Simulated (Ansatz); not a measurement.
Ru: energy along a strain

Ru, P6_3/mmc, a = 2.706 Å, c = 4.282 Å (as given, not relaxed at this level: -6.3 GPa). Ansatz: PBEsol, PAW, 420 eV, Γ-centred 24×24×12 mesh on 2 atoms, Gaussian smearing 0.15 eV; no spin polarisation. Cell vectors (Å): 2.706 0.000 0.000; -1.353 2.343 0.000; 0.000 0.000 4.282. The cell is strained by x per cent times the pattern (0 0 1 0 0 0) in the order xx yy zz yz xz xy (engineering shears), with fractional coordinates held. y is the free energy over the start, V0 = 13.575 Å³/atom. Points with a strain past 8.5 % were computed too (3) and aren't used here.

```tsv
x (%)	y (meV/atom)
-7.50	?
-5.00	46.32
-2.50	2.48
0.00	0.00
2.50	31.68
5.00	91.07
7.50	172.65
```

Task: Fit y = c1 x + c2 x² + c3 x³ to the other rows, get the stiffness along the pattern, and predict the missing energy.

Result: Least squares on the rows shown. y = 6.1945 x + 2.7498 x² − 0.067686 x³. The clamped-ion stiffness p·C·p = 2 × 27.50 eV × 160.2 / 13.575 Å³ = 649 GPa, which is C33 in these axes (second derivative at the start, which stands under stress). At x = -7.50 the fit asked for gives 136.77 meV/atom. The run gave 139.33 meV/atom, so the fit is 2.56 meV/atom too low, 1.5 % of the span of the series, against an rms of 0.16 meV/atom on the fitted rows. The row lies outside the fitted range. With a term in x⁴ added, a fit to the same known rows predicts 139.60 meV/atom, so most of the miss is curvature that the known rows already hold.

Stretching Ru along c costs more than compressing it by the same amount, but this doesn't mean the metal is stiffer in tension. The positive linear term shows that the starting cell is already extended along c for this functional, so the minimum at fixed a lies at a slight compression. The negative cubic term shows the usual anharmonicity: the curvature grows as the close-packed layers are pushed together and overlap repulsion rises steeply, and falls as they are drawn apart and the bonding weakens.

The large C33 of 649 GPa fits a 4d metal near the middle of its series, where bonding d states are largely filled and antibonding ones largely empty. Holding the fractional coordinates costs nothing here, since strain along c keeps the hexagonal symmetry and the atomic sites have no free parameter; the clamped-ion and relaxed-ion values of C33 therefore coincide. Because the basal plane can't contract laterally, the value is not a Young's modulus, and this single strain path leaves the elastic anisotropy undetermined.
